# Absorption–dispersion mixing from the skin effect in NMR of a thick conductor

## Statement

A conductor of conductivity $\sigma$ with flat faces lies in a static field $B_0$ and carries a tangential rf field $H_0\cos\omega t$, perpendicular to $B_0$, at its surface. SI units are used. Time dependence is $e^{+i\omega t}$, and the nuclear susceptibility for a linearly polarised field is $\chi=\chi'-i\chi''$, with $\chi''>0$ for absorption. (With $e^{-i\omega t}$ every complex quantity below is replaced by its conjugate, and the real results are unchanged.) The skin depth and the surface resistance without the nuclei are

$$\delta=\left(\frac{2}{\mu_0\sigma\omega}\right)^{1/2},\qquad R_s=\frac{1}{\sigma\delta}=\frac{\mu_0\omega\delta}{2}.$$

For a thickness much larger than $\delta$, and to first order in $\chi$:

1. The surface impedance is $Z=R_s(1+i)(1+\chi/2)$.
2. The resonant change of the total power absorbed per unit area is $\Delta P=\tfrac18\mu_0\omega\delta H_0^2\,(\chi'+\chi'')$. It is the sum of the power taken up by the nuclei, $\tfrac14\mu_0\omega\delta H_0^2\chi''$, and the change of the eddy-current loss, $\tfrac18\mu_0\omega\delta H_0^2(\chi'-\chi'')$. The resonant change of the reactance goes as $\chi'-\chi''$.
3. For a Lorentzian line of centre $\omega_0$ and half-width at half maximum $1/T_2$, the maximum of $\Delta P$ is displaced by $\sqrt2-1=0.414$ half-widths, to lower frequency at fixed field and to higher field at fixed frequency.
4. The first derivative of the line has main lobes in the ratio $A/B=(5+3\sqrt3)/4=2.549$, usually quoted as 2.55. $A$ and $B$ are the magnitudes, taken from the baseline, of the larger lobe (low-field side) and of the neighbouring lobe of opposite sign (high-field side).

The mixing was treated by Bloembergen (1952). It is also the limit of immobile spins of Dyson's theory (1955) of electron spin resonance in metals.

## Premises

- **P1.** Ohm's law is local, with a real scalar conductivity, $\mathbf J=\sigma\mathbf E$, and the displacement current is negligible.
- **P2.** The nuclear magnetisation at each point responds linearly to the rf field at the same point: there is no saturation and no transport of spins over distances comparable with $\delta$.
- **P3.** $|\chi|\ll1$, the non-resonant relative permeability is 1, and $\chi$ is the same at all depths.
- **P4.** The faces are flat on the scale of $\delta$, and $|Z|$ is far below the vacuum impedance $\mu_0c$. The tangential field $H_0$ is then fixed by the coil current and the sample shape, as for a perfect conductor, and does not change across the resonance.
- **P5.** For statements 3 and 4 only, the transverse magnetisation obeys the Bloch equations with a single $T_2$ and $\omega_0T_2\gg1$.

## Step 1: the nuclear susceptibility

Let axes 1 and 2 be transverse to $\mathbf B_0$, with $\hat{\mathbf e}_1\times\hat{\mathbf e}_2$ along $\mathbf B_0$. The Bloch equation is $\dot{\mathbf M}=\gamma\mathbf M\times\mu_0\mathbf H-\mathbf M_\perp/T_2$; using $\mathbf B$ in place of $\mu_0\mathbf H$ changes nothing, since $\mathbf M\times\mathbf M=0$. By P2 the longitudinal component keeps its thermal value $M_0=\chi_0B_0/\mu_0$, with the Curie susceptibility $\chi_0=\mu_0n\gamma^2\hbar^2I(I+1)/3k_BT$ for $n$ nuclei of spin $I$ per unit volume. Take $\gamma>0$ and let $\omega_0$ contain the Knight shift $K$ and any static demagnetising shift, so that $\omega_0\simeq\gamma(1+K)B_0$; the factor $1+K$ is dropped in amplitudes. For complex amplitudes $m_j$, $h_j$ the linearised equations are

$$(i\omega+T_2^{-1})m_1-\omega_0m_2=-\chi_0\omega_0h_2,\qquad \omega_0m_1+(i\omega+T_2^{-1})m_2=\chi_0\omega_0h_1 .$$

Adding $\pm i$ times the second equation to the first decouples the combinations $m_\pm=m_1\pm im_2$, $h_\pm=h_1\pm ih_2$, with $m_\pm=\chi_\pm h_\pm$:

$$\chi_-=\frac{\chi_0\omega_0}{\omega_0-\omega+i/T_2},\qquad \chi_+=\frac{\chi_0\omega_0}{\omega_0+\omega-i/T_2}. \tag{1}$$

Near $\omega_0$, $\chi_+\simeq\chi_0/2$ is constant across the line and smaller than $\chi_-$ by the order of $1/\omega_0T_2$. It is dropped by P5. For $h_2=0$ one has $h_+=h_-=h_1$, so $m_1=(m_++m_-)/2=\tfrac12\chi_-h_1$ and $m_2=(m_+-m_-)/2i=\tfrac i2\chi_-h_1$; the case $h_1=0$ follows in the same way. With $\chi\equiv\chi_-/2$ the transverse tensor has $\chi_{11}=\chi_{22}=\chi$ and $\chi_{21}=-\chi_{12}=i\chi$, where

$$\chi=\frac{\chi_m}{x+i},\qquad \chi'=\chi_m\frac{x}{1+x^2},\qquad \chi''=\chi_m\frac{1}{1+x^2},\qquad x=(\omega_0-\omega)T_2,\qquad \chi_m=\tfrac12\chi_0\omega_0T_2. \tag{2}$$

Here $x$ is the offset in half-widths. It grows with field and falls with frequency, and $\chi'>0$ below resonance. For $\gamma<0$ the roles of $\chi_+$ and $\chi_-$ are exchanged, and (2) holds with $\omega_0=|\gamma|(1+K)B_0$.

## Step 2: fields in the half-space

The metal fills $z>0$, the fields depend on $z$ alone, and the surface field points along the Cartesian axis $X$ (capitals avoid confusion with the offset $x$). By P1, $\nabla\times\mathbf H=\sigma\mathbf E$ and $\nabla\times\mathbf E=-i\omega\mathbf B$ for the rf amplitudes. In components, with a prime for $d/dz$,

$$H_X'=\sigma E_Y,\quad H_Y'=-\sigma E_X,\quad E_Y'=i\omega B_X,\quad E_X'=-i\omega B_Y,\quad B_z=0,$$

so that $H_j''=i\omega\sigma B_j$ for both tangential components. If $B_X=\mu_0\mu H_X$ with a constant $\mu$, the solution that decays inwards is

$$H_X=H_0e^{-kz},\qquad k=(i\omega\mu_0\mu\sigma)^{1/2}=\frac{1+i}{\delta}\sqrt\mu ,\qquad E_Y=-\frac k\sigma H_X, \tag{3}$$

because $\sqrt i=(1+i)/\sqrt2$ and $\omega\mu_0\sigma=2/\delta^2$. The mean Poynting flux into the metal is $P=-\tfrac12\mathrm{Re}(E_YH_X^*)_{z=0}=\tfrac12H_0^2\,\mathrm{Re}\,Z$, with

$$Z=-\frac{E_Y(0)}{H_X(0)}=\frac k\sigma=R_s(1+i)\sqrt\mu. \tag{4}$$

The tensor of Step 1 must now be reduced to a scalar. The two principal orientations of $\mathbf B_0$ are treated in turn.

*Static field in the surface* (along $Y$). The transverse axes are $X$ (axis 1) and the normal (axis 2). The condition $B_z=0$ gives $h_2=-m_2=-(i\chi h_1+\chi h_2)$, so $h_2=-i\chi h_1/(1+\chi)$ and $m_1=\chi h_1-i\chi h_2=\chi h_1/(1+\chi)$. Then $\mu=1+\chi/(1+\chi)$ and $\sqrt\mu=1+\chi/2-5\chi^2/8+\dots$

*Static field along the normal.* Both transverse axes are tangential, and the circular combinations $H_\pm$ obey separate equations with $\mu_-=1+2\chi$, $\mu_+=1$. The boundary values are $H_+(0)=H_-(0)=H_0$, and $H_X=(H_++H_-)/2$. Since $H_Y(0)=0$, the flux is again $-\tfrac12\mathrm{Re}(E_YH_X^*)$, now with $\sigma E_Y(0)=-H_0(k_++k_-)/2$. In (4), $\sqrt\mu$ is replaced by $(1+\sqrt{1+2\chi})/2=1+\chi/2-\chi^2/4+\dots$

The two orientations agree to first order, which by P3 is the order kept:

$$Z=R_s(1+i)\left(1+\frac\chi2\right). \tag{5}$$

This is statement 1.

## Step 3: power and its partition

Since $(1+i)(\chi'-i\chi'')=(\chi'+\chi'')+i(\chi'-\chi'')$,

$$\Delta Z=\tfrac12R_s\left[(\chi'+\chi'')+i(\chi'-\chi'')\right],\qquad \Delta P=\tfrac14R_sH_0^2(\chi'+\chi'')=\tfrac18\mu_0\omega\delta H_0^2(\chi'+\chi''). \tag{6}$$

By P4, $\Delta P$ at fixed coil current is proportional to the change of the coil's series resistance, which a continuous-wave spectrometer set to absorption records.

The nuclei themselves absorb only through $\chi''$. Their local mean power density is $\tfrac12\omega\mu_0\chi''|H|^2$, and to first order $|H|^2=H_0^2e^{-2z/\delta}$, so

$$P_{\rm nuc}=\tfrac12\omega\mu_0\chi''H_0^2\int_0^\infty e^{-2z/\delta}dz=\tfrac14\mu_0\omega\delta H_0^2\chi''.$$

The Joule loss follows from (3) with $\mu=1+\chi$ and $J=H_X'$:

$$P_J=\int_0^\infty\frac{|J|^2}{2\sigma}dz=\frac{H_0^2|k|^2}{4\sigma\,\mathrm{Re}\,k}.$$

To first order $|k|^2=(2/\delta^2)(1+\chi')$ and $\mathrm{Re}\,k=\delta^{-1}[1+(\chi'+\chi'')/2]$, whence

$$P_J=\tfrac14\mu_0\omega\delta H_0^2\left[1+\tfrac12(\chi'-\chi'')\right].$$

The resonant parts add to $\mu_0\omega\delta H_0^2[\tfrac14\chi''+\tfrac18(\chi'-\chi'')]$, which is (6). This proves statement 2. The dispersion enters because the nuclear magnetisation alters the flux near the surface and with it the eddy currents.

A second form shows the origin of the phase. From $k^2=i\omega\mu_0\sigma$ at $\chi=0$, the change $\Delta Z=k\chi/2\sigma$ equals

$$\Delta Z=i\omega\mu_0\chi\int_0^\infty\left(\frac{H}{H_0}\right)^2dz,\qquad \int_0^\infty e^{-2kz}dz=\frac1{2k}=\frac{\delta}{2\sqrt2}\,e^{-i\pi/4}. \tag{7}$$

The integrand is the square of the complex field and not its squared modulus. A layer at depth $z$ is driven with a phase lag $z/\delta$ and its response reaches the surface with the same lag again. The weighted sum over layers lags by 45° behind the signal of an insulator, for which the integral is a real length and $\mathrm{Re}\,\Delta Z\propto\chi''$.

## Step 4: the Lorentzian line

It costs nothing to treat a general mixture $\chi''\cos\phi+\chi'\sin\phi$ with $0\le\phi<\pi/2$; the thick conductor has $\phi=\pi/4$. From (2), and with $x=\tan\theta$, $|\theta|<\pi/2$, so that $1/(1+ix)=\cos\theta\,e^{-i\theta}$,

$$g(x)=\frac{\cos\phi+x\sin\phi}{1+x^2}=\mathrm{Re}\frac{e^{i\phi}}{1+ix}=\cos\theta\cos(\theta-\phi).$$

Differentiating the complex form with respect to $x$,

$$g'=\mathrm{Re}\frac{-ie^{i\phi}}{(1+ix)^2}=\cos^2\theta\,\sin(\phi-2\theta),\qquad g''=\mathrm{Re}\frac{-2e^{i\phi}}{(1+ix)^3}=-2\cos^3\theta\,\cos(\phi-3\theta).$$

*Peak.* $g'=0$ at $\theta=\phi/2$ and at $\theta=\phi/2-\pi/2$. At the first $g''=-2\cos^4(\phi/2)<0$, so it is the maximum:

$$x_{\max}=\tan(\phi/2). \tag{8}$$

*Derivative lobes.* $g''=0$ at $\theta_A=\phi/3-\pi/6$, $\theta_B=\phi/3+\pi/6$ and $\theta_C=\phi/3-\pi/2$. At $\theta_A$, $\sin(\phi-2\theta)=\sin(\phi/3+\pi/3)=\cos\theta_A$, so $g'=\cos^3\theta_A$. At $\theta_B$, $\sin(\phi/3-\pi/3)=-\cos\theta_B$, so $g'=-\cos^3\theta_B$. Likewise $g'=-\sin^3(\phi/3)$ at $\theta_C$, which is smaller in magnitude than the lobe at $\theta_B$ for $\phi<\pi/2$. Therefore

$$\frac AB=\left[\frac{\cos(\pi/6-\phi/3)}{\cos(\pi/6+\phi/3)}\right]^3. \tag{9}$$

*Thick conductor.* Put $\phi=\pi/4$ and $f=\sqrt2\,g=(1+x)/(1+x^2)=(\chi'+\chi'')/\chi_m$, with $f'=(1-2x-x^2)/(1+x^2)^2$.

- The maximum lies at $x=\tan(\pi/8)=\sqrt2-1=0.414$, with $f=(1+\sqrt2)/2=1.207$. Positive $x$ means $\omega<\omega_0$, which gives the directions in statement 3.
- The minimum lies at $x=-(\sqrt2+1)=-2.414$, with $f=(1-\sqrt2)/2=-0.207$. The ratio of peak to dip is $3+2\sqrt2=5.83$.
- The extrema of $f'$ lie at $\theta=-15^\circ$, $45^\circ$, $-75^\circ$, that is at $x_A=-(2-\sqrt3)=-0.268$, $x_B=1$, $x_C=-(2+\sqrt3)=-3.732$, with $f'=(5+3\sqrt3)/8=1.2745$, $-\tfrac12$ and $(5-3\sqrt3)/8=-0.0245$.

Hence $A/B=(\cos15^\circ/\cos45^\circ)^3=[(1+\sqrt3)/2]^3=(5+3\sqrt3)/4=2.549$, which is statement 4. The lobes are $3-\sqrt3=1.268$ half-widths apart, against $2/\sqrt3=1.155$ for pure absorption. The true centre $x=0$ lies a fraction $(3-\sqrt3)/6=0.211$ of the way from $A$ to $B$, where $f'=1$, or 0.785 of $A$. In a frequency sweep the derivative changes sign and the larger lobe is on the high-frequency side. Over a field sweep $\chi_m$ varies only by the order of $1/\omega_0T_2$.

## Step 5: finite thickness

A plate $|z|<d/2$ with the same field $H_0$ on both faces has $H=H_0\cosh kz/\cosh u$, $u=kd/2$. At the face $z=-d/2$, $Z=-E_Y/H_X=-H'/\sigma H=(k/\sigma)\tanh u$, and the other face gives the same by symmetry. The nuclei change $k$ by $k\chi/2$, so per face

$$\Delta Z=\frac\chi2\,k\frac{dZ}{dk}=\tfrac12R_s\chi\,(a+ib),\qquad a+ib=(1+i)\left(\tanh u+\frac{u}{\cosh^2u}\right),\qquad \mathrm{Re}\,\Delta Z=\tfrac12R_s(a\chi'+b\chi'').$$

With $\lambda=d/\delta$, $u=(1+i)\lambda/2$ and $\Lambda=\cosh\lambda+\cos\lambda$, one has $\tanh u=(\sinh\lambda+i\sin\lambda)/\Lambda$, $(1+i)u=i\lambda$, $2\cosh^2u=1+\cosh\lambda\cos\lambda+i\sinh\lambda\sin\lambda$ and $2|\cosh u|^2=\Lambda$. These give

$$a=\frac{\sinh\lambda-\sin\lambda}{\Lambda}+\frac{2\lambda\sinh\lambda\sin\lambda}{\Lambda^2},\qquad b=\frac{\sinh\lambda+\sin\lambda}{\Lambda}+\frac{2\lambda(1+\cosh\lambda\cos\lambda)}{\Lambda^2}, \tag{10}$$

and the mixing angle is $\tan\phi=a/b$. For $\lambda\to0$, $b\to2\lambda$ and $a\to2\lambda^3/3$, so $\tan\phi\to\lambda^2/3$ and the line is pure absorption. For $\lambda\gg1$, $a-1\simeq e^{-\lambda}(4\lambda\sin\lambda-2\sin\lambda-2\cos\lambda)$ and $b-1\simeq e^{-\lambda}(4\lambda\cos\lambda+2\sin\lambda-2\cos\lambda)$, so (6) is reached with oscillating corrections of order $4\lambda e^{-\lambda}$. The table uses (8)–(10).

| $\lambda$ | $a$ | $b$ | $\phi$ (deg) | $x_{\max}$ | $A/B$ |
|---|---|---|---|---|---|
| 1 | 0.616 | 1.813 | 18.8 | 0.165 | 1.46 |
| 2 | 1.990 | 1.154 | 59.9 | 0.576 | 3.59 |
| 3 | 1.191 | 0.466 | 68.6 | 0.682 | 4.44 |
| 5 | 0.881 | 1.023 | 40.7 | 0.371 | 2.32 |
| 10 | 0.9991 | 0.9985 | 45.0 | 0.414 | 2.55 |

The approach is not monotonic, and a few skin depths are not yet thick.

The edges of a long strip with the rf field along its length do not alter the mixing. There $H=H_0w$ with $\nabla^2w=k^2w$ in the cross-section and $w=1$ on the perimeter $p$. By Faraday's law the complex power per unit length is $\tfrac12H_0^2\,i\omega\mu_0\mu\int w\,dA=\tfrac12H_0^2(k^2/\sigma)\int w\,dA$. For sides much longer than $\delta$, $\int w\,dA=p/k+C/k^2$ up to exponentially small terms, with $C$ a pure number because a corner has no length scale of its own. The corner term contributes $C/\sigma$, which does not depend on $\chi$.

## Range of validity

Statements 1 and 2 hold for any line shape; the numbers 0.414 and 2.55 need a Lorentzian and $\phi=\pi/4$. A Lorentzian spread of $\omega_0$ that is the same at all depths only adds to the half-width. The conditions are:

- **Thickness.** $4\lambda e^{-\lambda}\ll1$; the table shows that $\lambda\approx10$ secures the figures quoted. Roughness and radii of curvature comparable with $\delta$ are excluded.
- **Local, real conductivity.** $\varepsilon_0\omega/\sigma\ll1$, $\omega\tau\ll1$ and $\ell\ll\delta$, for electron scattering time $\tau$ and mean free path $\ell$. This fails in pure metals at low temperature, and in superconductors, where a nearly real $k$ removes the phase in (7).
- **Hall effect.** With $\mathbf B_0$ in the surface and perpendicular to the rf field, the current is parallel to $\mathbf B_0$ and feels no Hall force. With $\mathbf B_0$ along the normal, the circular modes have resistivities $\rho(1\pm i\eta)$, where $\rho=1/\sigma$ and $\eta=B_0/n_ee\rho$ for free electrons of density $n_e$. The resonant mode has $Z=(i\omega\mu_0\mu\rho)^{1/2}(1\pm i\eta)^{1/2}$, so $\phi=\pi/4\mp\eta/2$, the sign depending on those of $\gamma$ and of the Hall coefficient.
- **Small susceptibility.** The series of Step 2 have the form $1+\tfrac12(\chi-s\chi^2)$ with $s=5/4$ or $1/2$. To this order $\chi-s\chi^2=\chi_m/(x+s\chi_m+i)$, a shift of the centre by $s\chi_m$ half-widths, or $\tfrac12s\chi_0\nu_0$ in frequency, with $\nu_0=\omega_0/2\pi$.
- **Immobile spins.** Diffusion with coefficient $D$ adds $D\nabla^2\mathbf M$ to the Bloch equation, of relative size $DT_2|k|^2=2DT_2/\delta^2$. For conduction electrons this is often large and $A/B$ then differs from 2.55.
- **No saturation.** $\gamma^2B_1^2T_1T_2\ll1$ at the surface, with rotating-frame amplitude $B_1=\mu_0H_0/2$.
- **Detection.** The spectrometer must record $\mathrm{Re}\,\Delta Z$. In pulsed work with small flip angles at all depths, the spectrum is the complex linear response (7): the ordinary line times a constant phase factor $e^{-i\pi/4}$. A zero-order phase correction set on the metal line removes the mixing, and one set on a non-conducting reference in the same coil leaves the metal line 45° out of phase. Larger pulses weight the depths nonlinearly and change the phase.

## Illustration: $^7$Li in a lithium strip at 155 MHz

Approximate inputs near $T=295$ K are: resistivity $\rho=9.3\ \mu\Omega$ cm, density 0.534 g cm$^{-3}$, molar mass 6.94 g mol$^{-1}$, $^7$Li abundance 0.92, $I=3/2$, $\gamma/2\pi=16.55$ MHz T$^{-1}$, $K=260$ ppm, $T_1=0.15$ s, self-diffusion coefficient of order $10^{-14}$ m$^2$ s$^{-1}$, and bulk volume susceptibility of order $2\times10^{-5}$ (SI). The cubic site symmetry of the metal removes a static quadrupole splitting. The strip is assumed to be 0.30 mm thick and 3.0 mm wide, with the rf field along its length, and the line of nuclei that see the same static field is assumed Lorentzian with half-width $\Delta=0.50$ kHz (3.2 ppm, $T_2=1/2\pi\Delta=0.32$ ms).

*Electrodynamics.* $\omega=9.74\times10^8$ s$^{-1}$, $\gamma=1.040\times10^8$ s$^{-1}$ T$^{-1}$ and $B_0=9.36$ T. Then $\delta=12.3\ \mu$m and $R_s=(\mu_0\omega\rho/2)^{1/2}=7.5$ mΩ, which is $2.0\times10^{-5}$ of $\mu_0c=377$ Ω. The strip has $\lambda=24$, and $4\lambda e^{-\lambda}$ is below $10^{-8}$. The rows of the table correspond to foils of 12, 25, 37, 62 and 123 µm.

*Signal size.* The atom density is $4.63\times10^{28}$ m$^{-3}$ and $n=4.26\times10^{28}$ m$^{-3}$, so $\chi_0=2.0\times10^{-9}$ and $\chi_m=\chi_0\nu_0/2\Delta=3.1\times10^{-4}$. At the peak the surface resistance rises by $\tfrac12R_s\chi_m\times1.207=1.4\ \mu\Omega$, about $2\times10^{-4}$ of $R_s$.

*Line shape.* The figures of this paragraph are for nuclei with a common $\nu_0$; the spread of $\nu_0$ over the strip is treated last. At fixed field the maximum lies 207 Hz (1.3 ppm) below $\nu_0$ and the dip 1.21 kHz above it. A Knight shift read from the maximum comes out low by 1.3 ppm, or 0.5 % of $K$. The derivative lobes lie at $\nu_0+134$ Hz ($A$) and $\nu_0-500$ Hz ($B$), 634 Hz apart against 577 Hz for pure absorption. At fixed frequency the half-width is 30.2 µT, the derivative crosses zero 12.5 µT above the true centre, and $A$ lies 8.1 µT below it, with $A/B=2.55$.

*Neglected terms.* For one free electron per atom, $\tau=m_e/n_ee^2\rho=8.2$ fs, $v_F=\hbar(3\pi^2n_e)^{1/3}/m_e=1.29\times10^6$ m s$^{-1}$ and $\ell=v_F\tau=11$ nm. Thus $\ell/\delta=9\times10^{-4}$, $\omega\tau=8.0\times10^{-6}$ and $\varepsilon_0\omega\rho=8.0\times10^{-10}$. The counter-rotating term adds $\chi_0/4$, or $1.6\times10^{-6}$ of $\chi_m$. The second-order shift is 0.2 Hz with $\mathbf B_0$ in the face and 0.08 Hz with $\mathbf B_0$ normal to it. Even for spin packets with $T_2$ as long as $T_1$, diffusion enters at $2DT_1/\delta^2=2\times10^{-5}$. Saturation is avoided for $B_1\ll1.4\ \mu$T if the line is homogeneous, and for $B_1\ll0.064\ \mu$T if it is made of such packets.

The Hall term is the largest correction to the phase. With $\mathbf B_0$ normal to the face, $\eta=0.014$ changes $\phi$ by 0.007 rad (0.4°), moves $x_{\max}$ by 0.004 (2 Hz), and takes $A/B$ to 2.53 or 2.57 according to sign. The third figure of 2.55 is therefore secure only with $\mathbf B_0$ in the face, and for a common $\nu_0$.

The bulk susceptibility exceeds the skin-effect displacement. The demagnetising factor of a flat sheet goes from 0 to 1 as $\mathbf B_0$ turns from the plane to the normal, which lowers $\nu_0$ by about 20 ppm, or 3 kHz, for the paramagnetic metal. For an infinite sheet this is a uniform shift contained in $\omega_0$, but in the strip the factor varies over the surface. With $\mathbf B_0$ along the width, the magnetic poles lie on the two narrow faces, and the local factor is the angle that these faces subtend divided by $2\pi$. At a point of a broad face at distances $y_1$ and $y_2$ from the edges it is $N=[\arctan(d/y_1)+\arctan(d/y_2)]/2\pi$, with $d=0.30$ mm. With $\mathbf B_0$ along the normal the factor is $1-N$, since the two transverse factors of a long body add to 1. $N$ is 0.063 at mid-face, 0.082 halfway to an edge, 0.14 at 0.3 mm from an edge and 0.27 at the edge, with a mean of 0.105. The broad faces thus carry a one-sided spread of $\nu_0$ of about 0.6 kHz, whose mean lies 0.13 kHz from the mid-face value, below it for $\mathbf B_0$ in the face and above it for $\mathbf B_0$ along the normal. The two narrow faces carry 9 % of the perimeter and have a factor near $\tfrac12$, so they add weaker intensity about 1.4 kHz from the mid-face value on the same side. The spread exceeds the half-width, and its mean is comparable with the 207 Hz displacement. The signal of the whole strip is therefore the mixture $\chi'+\chi''$ averaged over this distribution, a broader and non-Lorentzian line to which the line-shape figures above do not apply. They describe a central band of the broad faces (over the middle third $\nu_0$ varies by 22 Hz), or approximately a much wider sheet: at a width of 100 thicknesses the mean lies 34 Hz from the mid-face value.